# Where do $(n+l)!$ and $2n$ in the hydrogen radial normalisation come from?

**Question.** My lecture notes give

$$R_{nl}(r)=\sqrt{\left(\frac{2}{na}\right)^{3}\frac{(n-l-1)!}{2n\,(n+l)!}}\;e^{-\rho/2}\rho^{\,l}L_{n-l-1}^{2l+1}(\rho),\qquad \rho=\frac{2r}{na},$$

and say only "normalise with the generating function". The orthogonality relation I know has the weight $x^{k}e^{-x}$ and produces no factor $2n$, and an older book has $[(n+l)!]^3$ where my notes have $(n+l)!$. How does the derivation go in full, why are there exactly $n-l-1$ radial nodes, and how literally can I take the statement that the 2s function of hydrogen vanishes at $r=2a_0$?

---

**Answer.** The $2n$ appears because the volume element $r^2\,dr$ supplies one more power of $\rho$ than the orthogonality weight, and the cube belongs to a different definition of the polynomials. Both points come out of one integral over two generating functions.

## 1. Premises and conventions

- Two spinless point particles, an electron of mass $m_e$ and a nucleus of charge $Ze$ and mass $M$, interact by the Coulomb potential and obey the Schrödinger equation. The relative motion has the reduced mass $\mu=m_eM/(m_e+M)$, and $r$ is the electron–nucleus distance.
- The length scale is $a=4\pi\varepsilon_0\hbar^2/(\mu Ze^2)=a_0(1+m_e/M)/Z$, so the potential is $V=-\hbar^2/(\mu a r)$.
- $\psi=R_{nl}(r)Y_{lm}(\theta,\phi)$ with $Y_{lm}$ normalised on the unit sphere. The condition on $R$ is then $\int_0^\infty R^2r^2\,dr=1$, and the sign is fixed by $R>0$ for small $r>0$.
- The polynomials $L_p^k$, with lower index equal to the degree, are *defined* by

$$G_k(x,t)=\frac{1}{(1-t)^{k+1}}\exp\!\left(-\frac{xt}{1-t}\right)=\sum_{p=0}^\infty L_p^k(x)\,t^p,\qquad |t|<1. \tag{1}$$

## 2. From the radial equation to Laguerre's equation

The angular part of $\nabla^2$ acting on $Y_{lm}$ gives $-l(l+1)/r^2$, and the radial part is $r^{-1}\partial_r^2\,r$. With $U=rR$ and $E=-\hbar^2\kappa^2/2\mu$ for a bound state,

$$\frac{d^2U}{dr^2}=\left[\frac{l(l+1)}{r^2}-\frac{2}{ar}+\kappa^2\right]U. \tag{2}$$

Put $\rho=2\kappa r$ and divide by $4\kappa^2$. The Coulomb term becomes $2/(4\kappa^2ar)=\nu/\rho$ with $\nu=1/(\kappa a)$:

$$U''=\left[\frac{l(l+1)}{\rho^2}-\frac{\nu}{\rho}+\frac14\right]U .$$

Near $\rho=0$ the solutions behave as $\rho^{l+1}$ or $\rho^{-l}$. The second is not square integrable for $l\ge1$. For $l=0$ it gives $R\propto 1/r$, and since $\nabla^2(1/r)=-4\pi\delta^3(\mathbf r)$ it fails to solve the three-dimensional equation at the origin. At large $\rho$ the decaying behaviour is $e^{-\rho/2}$. So write $U=\rho^{l+1}e^{-\rho/2}w$ with $w$ regular at the origin. With $g=(l+1)/\rho-\tfrac12$, the logarithmic derivative of the prefactor,

$$U''=\rho^{l+1}e^{-\rho/2}\left[w''+2gw'+(g^2+g')w\right],\qquad g^2+g'=\frac{l(l+1)}{\rho^2}-\frac{l+1}{\rho}+\frac14 .$$

The centrifugal term and the $\tfrac14$ cancel. Multiplying the remainder by $\rho$ gives

$$\rho w''+(k+1-\rho)\,w'+p\,w=0,\qquad k=2l+1,\quad p=\nu-l-1. \tag{3}$$

Insert $w=\sum_j c_j\rho^j$. The coefficient of $\rho^j$ is $(j+1)(j+k+1)c_{j+1}+(p-j)c_j$, so

$$c_{j+1}=\frac{j-p}{(j+1)(j+k+1)}\,c_j. \tag{4}$$

The regular solution is therefore unique up to $c_0$. Suppose $p$ is not one of $0,1,2,\dots$ Then no $c_j$ vanishes, and beyond some $J$ the ratio $(j-p)/(j+k+1)$ exceeds $3/4$. All later $c_j$ share one sign and obey $|c_j|\ge C\,(3/4)^j/j!$ with $C>0$, so $|w|$ is at least $Ce^{3\rho/4}$ minus a polynomial, and $U$ grows at least like $e^{\rho/4}$. A normalisable solution needs the series to stop, so $p$ is a non-negative integer and

$$\nu=n=p+l+1,\qquad \kappa=\frac1{na},\qquad \rho=\frac{2r}{na},\qquad E_n=-\frac{\hbar^2}{2\mu a^2n^2}.$$

## 3. The generating function solves (3)

Let $s=t/(1-t)$. From (1), $\partial_xG_k=-sG_k$, $\partial_x^2G_k=s^2G_k$, and $t\,\partial_tG_k=[(k+1)s-xt/(1-t)^2]\,G_k$. Then

$$x\,\partial_x^2G_k+(k+1-x)\,\partial_xG_k+t\,\partial_tG_k=\left[x(s^2+s)-\frac{xt}{(1-t)^2}\right]G_k=0,$$

because $s(s+1)=t/(1-t)^2$. The operator $t\,\partial_t$ turns $t^p$ into $p\,t^p$, so the coefficient of $t^p$ in this identity is equation (3) for $w=L_p^k$.

For the explicit form, expand the exponential in (1) and use the binomial series $(1-t)^{-q-1}=\sum_j\binom{q+j}{j}t^j$ with $q=k+m$:

$$G_k=\sum_{m}\frac{(-x)^m}{m!}\,t^m\sum_j\binom{k+m+j}{j}t^j .$$

The power $t^p$ selects $j=p-m$, so

$$L_p^k(x)=\sum_{m=0}^p\binom{p+k}{p-m}\frac{(-x)^m}{m!}. \tag{5}$$

This is a polynomial of degree exactly $p$, with leading coefficient $(-1)^p/p!$ and $L_p^k(0)=\binom{p+k}{p}>0$. It is regular and not identically zero, so by the uniqueness in (4) it is the solution, and

$$R_{nl}=N_{nl}\,\rho^{\,l}e^{-\rho/2}L^{2l+1}_{n-l-1}(\rho),\qquad N_{nl}>0 .$$

## 4. One integral for everything

Consider, for $\sigma>-1$,

$$J_\sigma(t,u)=\int_0^\infty x^{\sigma}e^{-x}G_k(x,t)\,G_k(x,u)\,dx .$$

The three exponents combine to

$$1+\frac{t}{1-t}+\frac{u}{1-u}=\frac{(1-u)+u(1-t)}{(1-t)(1-u)}=\frac{1-tu}{(1-t)(1-u)}\equiv\lambda ,$$

and $\int_0^\infty x^\sigma e^{-\lambda x}dx=\Gamma(\sigma+1)\lambda^{-\sigma-1}$. Including the prefactors $[(1-t)(1-u)]^{-k-1}$,

$$J_\sigma=\Gamma(\sigma+1)\,\frac{[(1-t)(1-u)]^{\sigma-k}}{(1-tu)^{\sigma+1}}. \tag{6}$$

On the other hand, inserting the series (1) twice,

$$J_\sigma=\sum_{p,q}t^pu^q\int_0^\infty x^\sigma e^{-x}L_p^kL_q^k\,dx. \tag{7}$$

The exchange of sum and integral needs a word. By (5), $|L_p^k(x)|\le L_p^k(-x)$ for $x\ge0$, since every term of $L_p^k(-x)$ is non-negative. Hence $\sum_p|L^k_p(x)||t|^p\le G_k(-x,|t|)$, which grows as $\exp[x|t|/(1-|t|)]$. For $|t|,|u|<1/3$ each of the two growth rates is below $1/2$, the factor $e^{-x}$ wins, and the double series is absolutely integrable. Fubini's theorem then allows the exchange. Two power series that agree in a neighbourhood of $t=u=0$ have equal coefficients, so (6) and (7) may be compared term by term.

**Case $\sigma=k$.** The numerator in (6) is 1, and

$$J_k=\frac{k!}{(1-tu)^{k+1}}=\sum_p\frac{(p+k)!}{p!}\,(tu)^p .$$

Only equal powers of $t$ and $u$ occur, which is the orthogonality relation of the question:

$$\int_0^\infty x^ke^{-x}L_p^kL_q^k\,dx=h_p\,\delta_{pq},\qquad h_p=\frac{(p+k)!}{p!}. \tag{8}$$

**Case $\sigma=k+1$.** Now

$$J_{k+1}=(1-t-u+tu)\,\frac{(k+1)!}{(1-tu)^{k+2}}=(1-t-u+tu)\sum_j\frac{(j+k+1)!}{j!}(tu)^j .$$

The power $(tu)^p$ arises twice: from the $1$ with $j=p$, and from $tu$ with $j=p-1$ (absent for $p=0$). The sum is

$$\frac{(p+k+1)!}{p!}+\frac{(p+k)!}{(p-1)!}=h_p\,[(p+k+1)+p],$$

so that

$$\int_0^\infty x^{k+1}e^{-x}\,[L_p^k]^2dx=(2p+k+1)\,\frac{(p+k)!}{p!}. \tag{9}$$

The terms $-t$ and $-u$ give $\int x^{k+1}e^{-x}L^k_pL^k_{p+1}dx=-(p+k+1)!/p!$. With this weight the polynomials are *not* orthogonal.

**Case $\sigma=k+2$.** The part of $(1-t)^2(1-u)^2$ with equal powers is $1+4tu+t^2u^2$, and the series coefficients are $(j+k+2)!/j!$. Taking $j=p,\,p-1,\,p-2$,

$$\int_0^\infty x^{k+2}e^{-x}[L_p^k]^2dx=h_p\left[(p+k+2)(p+k+1)+4p(p+k+1)+p(p-1)\right],$$

and the bracket expands to $6p(p+k+1)+(k+1)(k+2)$.

## 5. Normalisation

With $r=na\rho/2$ one has $r^2dr=(na/2)^3\rho^2d\rho$, so

$$1=N_{nl}^2\left(\frac{na}{2}\right)^3\int_0^\infty\rho^{2l+2}e^{-\rho}\left[L_{n-l-1}^{2l+1}\right]^2d\rho .$$

The power is $2l+2=k+1$, so the relevant integral is (9), not (8). For $p=n-l-1$ and $k=2l+1$,

$$2p+k+1=2n,\qquad p+k=n+l ,$$

and the integral equals $2n\,(n+l)!/(n-l-1)!$. Therefore

$$\boxed{R_{nl}(r)=\left[\left(\frac{2}{na}\right)^{3}\frac{(n-l-1)!}{2n\,(n+l)!}\right]^{1/2}e^{-\rho/2}\rho^{\,l}L_{n-l-1}^{2l+1}(\rho),\quad \rho=\frac{2r}{na}} \tag{10}$$

for $n=1,2,\dots$ and $l=0,\dots,n-1$. The $2n$ is the mean of $\rho$ in the weight $\rho^ke^{-\rho}[L_p^k]^2$, the ratio of (9) to (8).

The other two cases give moments. Removing one power of $\rho$ turns (9) into (8), so $\langle1/\rho\rangle=1/2n$ and

$$\langle 1/r\rangle=\frac{2}{na}\cdot\frac1{2n}=\frac1{n^2a}.$$

Then $\langle V\rangle=-\hbar^2/(\mu a^2n^2)=2E_n$, as the virial theorem requires for a $1/r$ potential, which is an independent test of the factor $2n$. Adding one power brings in the case $\sigma=k+2$. There $p(p+k+1)=(n-l-1)(n+l+1)=n^2-(l+1)^2$ and $(k+1)(k+2)=4l^2+10l+6$, so the bracket is $6n^2-2l(l+1)$ and

$$\langle r\rangle=\frac{na}{2}\cdot\frac{6n^2-2l(l+1)}{2n}=\frac a2\left[3n^2-l(l+1)\right].$$

**Orthogonality between shells.** Equation (8) does not prove that $R_{nl}$ and $R_{n'l}$ are orthogonal, because $\rho$ contains $n$ and the two functions have different arguments. The proof comes from (2). For two solutions with the same $l$,

$$\frac{d}{dr}\left(U_{n'}\frac{dU_n}{dr}-U_n\frac{dU_{n'}}{dr}\right)=(\kappa_n^2-\kappa_{n'}^2)\,U_nU_{n'} .$$

The bracket vanishes at $r=0$ and at infinity, so $\int U_nU_{n'}dr=0$ for $n\ne n'$.

**The cube in older books.** These define $\tilde L_q=e^x\,d^q(x^qe^{-x})/dx^q$ and $\tilde L_q^k=d^k\tilde L_q/dx^k$. The Leibniz rule gives $\tilde L_q=\sum_m\binom qm\,(q!/m!)\,(-x)^m$, which by (5) is $q!\,L_q^0$. From (1), $\partial_xG_k=-t\,G_{k+1}$, that is $dL^k_{p+1}/dx=-L^{k+1}_p$. Applying this $k$ times,

$$\tilde L^{k}_{p+k}=(-1)^k\,(p+k)!\;L_p^k .$$

For $k=2l+1$ the old polynomial $\tilde L_{n+l}^{2l+1}$ is $-(n+l)!$ times the one used here. Its square brings $[(n+l)!]^2$, so the denominator becomes $2n[(n+l)!]^3$, and an overall minus sign restores $R>0$ near the origin. Both forms describe the same function. Combining the cubed constant with the polynomials (5) gives a norm of $1/[(n+l)!]^2$, a slip that the 1s state hides because $1!=1$.

## 6. Number of nodes

The factors $\rho^l$ and $e^{-\rho/2}$ are positive on $0<\rho<\infty$, so the radial nodes are the positive zeros of $L_p^k$. The zero of $\rho^l$ at the origin for $l>0$ is not counted.

Since $L_q^k$ has degree exactly $q$, the set $L_0^k,\dots,L^k_{p-1}$ spans all polynomials of degree below $p$, and by (8) $L_p^k$ is orthogonal to each of them in the weight $x^ke^{-x}$. Let $L_p^k$ change sign at $m$ points $x_1,\dots,x_m$ of $(0,\infty)$ and form $S(x)=\prod_i(x-x_i)$, with $S=1$ if $m=0$. The product $S\,L_p^k$ does not change sign and is not identically zero, so $\int x^ke^{-x}S\,L_p^k\,dx\ne0$. If $m<p$ this contradicts the orthogonality. Hence $m\ge p$, and a polynomial of degree $p$ has at most $p$ zeros. All zeros are therefore real, positive and simple, and $R_{nl}$ has exactly $p=n-l-1$ radial nodes.

From (5), $L_0^k=1$, $L_1^1=2-\rho$ and $L_2^1=3-3\rho+\rho^2/2$. With $y=r/a$:

| state | $a^{3/2}R_{nl}$ | nodes, $r/a$ |
|---|---|---|
| 1s | $2e^{-y}$ | none |
| 2s | $\frac{1}{2\sqrt2}(2-y)\,e^{-y/2}$ | $2$ |
| 2p | $\frac{1}{2\sqrt6}\,y\,e^{-y/2}$ | none |
| 3s | $\frac{2}{81\sqrt3}(27-18y+2y^2)\,e^{-y/3}$ | $\frac12(9\mp3\sqrt3)=1.902,\ 7.098$ |

## 7. Range of validity

Within the premises, (10) is exact for every bound state. It does not cover $E>0$, where no solution is square integrable. It applies to one particle in a pure $1/r$ potential. In a many-electron atom screening changes the potential, and the functions and node positions change with it. The physical corrections for a one-electron ion are these.

*Nuclear mass.* This is already inside $a$. Setting $a=a_0/Z$ neglects a relative stretch $m_e/M$ of all lengths.

*Relativity.* Take a fixed point nucleus, $\beta=Z\alpha<1$, $r$ in units of $a=a_0/Z$, and the energy $W$ including the rest energy in units of $m_ec^2$. For $s_{1/2}$ states the radial Dirac equations for the large and small components $P$ and $Q$, normalised by $\int(P^2+Q^2)\,dr=1$, read

$$\beta\left(P'-\frac Pr\right)=\left(W+1+\frac{\beta^2}{r}\right)Q,\qquad \beta\left(Q'+\frac Qr\right)=-\left(W-1+\frac{\beta^2}{r}\right)P .$$

Let $\gamma=\sqrt{1-\beta^2}$, $\eta=\sqrt{2+2\gamma}$, $W=\eta/2$ and $x=2r/\eta$. Substitution shows that they are solved, up to a common constant, by

$$P=\sqrt{1+W}\,x^\gamma e^{-x/2}\left[\eta-\frac{x}{\eta-1}\right],\qquad Q=-\sqrt{1-W}\,x^\gamma e^{-x/2}\left[\eta+2-\frac{x}{\eta-1}\right].$$

For $\beta\to0$ one has $\gamma\to1$, $\eta\to2$, $P\propto rR_{20}$ and $Q\to0$, so this is the 2s state. $P$ vanishes at $x=\eta(\eta-1)$, and with $\eta\simeq2-\beta^2/4$,

$$r_{\rm node}=\tfrac12\eta^2(\eta-1)\,a\simeq2a\left(1-\tfrac12\beta^2\right). \tag{11}$$

The shift reaches one per cent near $Z=19$. At that point the bracket of $Q$ equals 2, so the total density has no exact zero. To leading order $1-W=\beta^2/8$, the norm is $\int2x^2e^{-x}(2-x)^2dx=16$, and $Q^2=(\beta^2/8)\cdot4e^{-2}\cdot4$, so the normalised radial density at the node of $P$ is $\beta^2e^{-2}/(8a)$.

*Nuclear size and radiative effects.* A nuclear charge of rms radius $r_N$ alters $V$ only inside the nucleus, with an integrated strength proportional to $r_N^2$, so $s$ functions change at relative order $(r_N/a)^2$. For light atoms radiative corrections are smaller than the relativistic one by a further power of $\alpha$, up to a logarithm.

## 8. The 2s node of hydrogen in numbers

Take $n=2$, $l=0$, so $p=1$, $k=1$, $\rho=r/a$. Direct integration with $\int_0^\infty\rho^je^{-\rho}d\rho=j!$ gives

$$\int_0^\infty\rho^2(2-\rho)^2e^{-\rho}d\rho=4\cdot2!-4\cdot3!+4!=8,$$

and (9) gives $(2+1+1)\cdot2!/1!=8$. So $N_{20}=8^{-1/2}a^{-3/2}=0.3536\,a^{-3/2}$, $R_{20}(0)=0.7071\,a^{-3/2}$, and the single node is at $\rho=2$, where the slope is $-e^{-1}/(2\sqrt2)=-0.1301\,a^{-5/2}$. Normalising with (8) by mistake would give a norm of 4, and the mixed convention a norm of $1/4$.

The position can be confirmed without Laguerre polynomials. A function $(b-y)e^{-y/2}$ is orthogonal to $e^{-y}$ in the weight $y^2$ if $b\cdot2!/(3/2)^3=3!/(3/2)^4$, which gives $b=2$.

The probability inside the node follows from the antiderivative $-e^{-\rho}(\rho^4+4\rho^2+8\rho+8)$ of the integrand above. The polynomial is 8 at $\rho=0$ and 56 at $\rho=2$, so

$$\int_0^{2a}R_{20}^2r^2dr=1-7e^{-2}=0.05265 .$$

The maxima of $r^2R_{20}^2$ solve $\rho^2-6\rho+4=0$, that is $\rho=3\mp\sqrt5=0.764$ and $5.236$, with heights $0.0519/a$ and $0.191/a$, and $\langle r\rangle=6a$.

For an infinitely heavy nucleus $a=a_0$ and the node is at $2a_0=105.84$ pm. The corrections for hydrogen are:

| effect | change of node position, $a_0$ |
|---|---|
| reduced mass, $m_e/m_p=5.446\times10^{-4}$ | $+0.00109$ |
| relativity, node of $P$ from (11) | $-5.3\times10^{-5}$ |
| proton size, $r_N\approx0.84$ fm as approximate input | order $(r_N/a_0)^2=2.5\times10^{-10}$ |

The Schrödinger value with the reduced mass is $2.00109\,a_0$ and the node of the large component lies near $2.00104\,a_0$. The two agree on $2.001\,a_0=105.89$ pm, and further figures have meaning only once the theory is named. The relativistic floor of the radial density is $\alpha^2e^{-2}/8=9.0\times10^{-7}\,a_0^{-1}$, against $0.0519\,a_0^{-1}$ at the inner maximum. So "a node at $2a_0$" is exact for the fixed-nucleus Schrödinger problem and holds to about five parts in $10^4$ for the hydrogen atom.

The same function is the envelope of the 2s state of a shallow donor in the effective-mass model, for a conduction band with one isotropic valley. Replace $\mu$ by $m^*$ and $\varepsilon_0$ by $\varepsilon_r\varepsilon_0$, so that $a^*=a_0\,\varepsilon_r\,m_e/m^*$. Typical inputs for GaAs, $m^*\approx0.067\,m_e$ and a static $\varepsilon_r\approx12.9$, give the model's values $a^*=10.2$ nm, binding energies $\hbar^2/(2m^*a^{*2}n^2)$ of 5.5 meV for 1s and 1.4 meV for 2s, and $\langle r\rangle_{2s}=61$ nm. The model's conditions can be sized as follows.

- $a^*$ is 18 times the lattice constant, taken as about 0.565 nm, so an envelope description is reasonable.
- The 1s binding energy is well below a typical optical phonon energy of about 36 meV, which is why the static $\varepsilon_r$ is used. It is 0.004 of a gap of about 1.5 eV, which sets the scale of band non-parabolicity.
- A sphere of one lattice constant around the donor, where the potential depends on the chemical species, holds $3\times10^{-5}$ of the 2s probability. An assumed departure of 1 eV from the screened Coulomb form there would move the level by 0.03 meV in first order, about 2 per cent of its binding energy.
- The donors must be isolated, which for 2s needs a density well below $(61\ \text{nm})^{-3}=4\times10^{15}\ \text{cm}^{-3}$.

Silicon, with six anisotropic valleys, falls outside these premises. For the GaAs inputs, which are themselves uncertain by a few per cent, two figures are supported: the model puts the 2s node at $2a^*\approx20$ nm from the donor, with the same 5 per cent of the probability inside it as in hydrogen.